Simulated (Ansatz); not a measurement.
## AlRu: pressure and energy less free atoms against volume scale

Results calculated with Ansatz 0.2.0, not measured. Periodic Kohn-Sham DFT of a crystal at fixed atoms, scaled to volume_scale times the given cell; pressure positive in compression, energy less spherical unpolarised free atoms, largest_vzz the field gradient of largest size among the nuclei.

The cell before it is scaled or strained (space group Pm-3m, No. 221):
```
CELL_PARAMETERS angstrom
2.99160 0.00000 0.00000
0.00000 2.99160 0.00000
0.00000 0.00000 2.99160
ATOMIC_POSITIONS crystal
Al 0.00000 0.00000 0.00000
Ru 0.50000 0.50000 0.50000
```

Settings of every row: method all-electron LAPW; functional PBEsol; relativity scalar; k mesh 12x12x12; filling fermi-dirac; smearing width 0.05 eV; basis error target 1 meV/atom; nucleus gaussian.

Atom start moment: 0 on all atoms.

```csv
row,volume scale,V (Å³/atom),pressure (GPa),energy less free atoms (eV/atom)
1,0.94,12.584,11.062,-7.7449
2,0.96,12.851,5.697,-7.7588
3,0.98,13.119,0.888,-7.7642
4,0.99,13.253,-1.327,-7.7641
5,1,13.387,-3.423,-7.7621
6,1.01,13.521,-5.409,-7.7584
7,1.02,13.655,?,?
8,1.04,13.922,-10.751,-7.7379
9,1.06,14.19,-13.853,-7.7173
```

Question: what pressure and energy less free atoms should row 7 give?

Worked fit of pressure. Take u = (V_r/V)^(2/3) − 1 with V_r = 13.32 Å³ an atom, which is twice the finite (Eulerian) strain; such expansions in the strain, on which the Birch-Murnaghan equation of state is built, carry the rest volume and the bulk modulus. The shown rows have u = 0.03862, 0.02418, 0.01019, 0.00337, -0.00334, -0.00994, -0.02904, -0.0413. Least squares give pressure = −2.391 + 312.654 × u + 887.17 × u² + 927 × u³ GPa; a parabola predicts inner rows, each left out in turn, worse (root mean square 0.015 against 0.0061 GPa). The rows lie off it by 0.002, -0.004, 0.000, 0.000, 0.002, 0.003, -0.006, 0.003 (root mean square 0.0031 GPa). The pressure vanishes at u = 0.0075, or V = 13.17 Å³ an atom, and there the bulk modulus at fixed shape and fractions is B = −V dP/dV = (2/3)(1 + u) dP/du = 219 GPa. The withheld row has u = -0.01642, so the fit gives −2.391 + 312.654 × (-0.01642) + 887.17 × (-0.01642)² + 927 × (-0.01642)³ = -7.290 GPa.

The calculation gave -7.288 GPa. The fit lies 0.002 GPa (0.008 % of the column's range) below it; its largest miss of a shown row is 0.006 GPa.

Worked fit of energy less free atoms. Take u = (V_r/V)^(2/3) − 1 with V_r = 13.32 Å³ an atom, which is twice the finite (Eulerian) strain; such expansions in the strain, on which the Birch-Murnaghan equation of state is built, carry the rest volume and the bulk modulus. The shown rows have u = 0.03862, 0.02418, 0.01019, 0.00337, -0.00334, -0.00994, -0.02904, -0.0413. Least squares give energy less free atoms = −7.7633 − 0.2933 × u + 19.902 × u² eV/atom; a straight line predicts inner rows, each left out in turn, worse (root mean square 0.01 against 6.6e-05 eV/atom). The rows lie off it by 0.0000, 0.0000, 0.0000, 0.0000, 0.0000, 0.0000, 0.0001, -0.0001. Its lowest point lies at u = 0.0074, or V = 13.17 Å³ an atom, and the curvature there gives the bulk modulus at fixed shape and fractions, B = (4/9)(1 + u)² E″(u)/V = 218 GPa. The withheld row has u = -0.01642, so the fit gives −7.7633 − 0.2933 × (-0.01642) + 19.902 × (-0.01642)² = -7.7531 eV/atom.

The calculation gave -7.753 eV/atom. The fit lies 0.0001 eV/atom (0.21 % of the column's range) below it, one unit of the last digit.
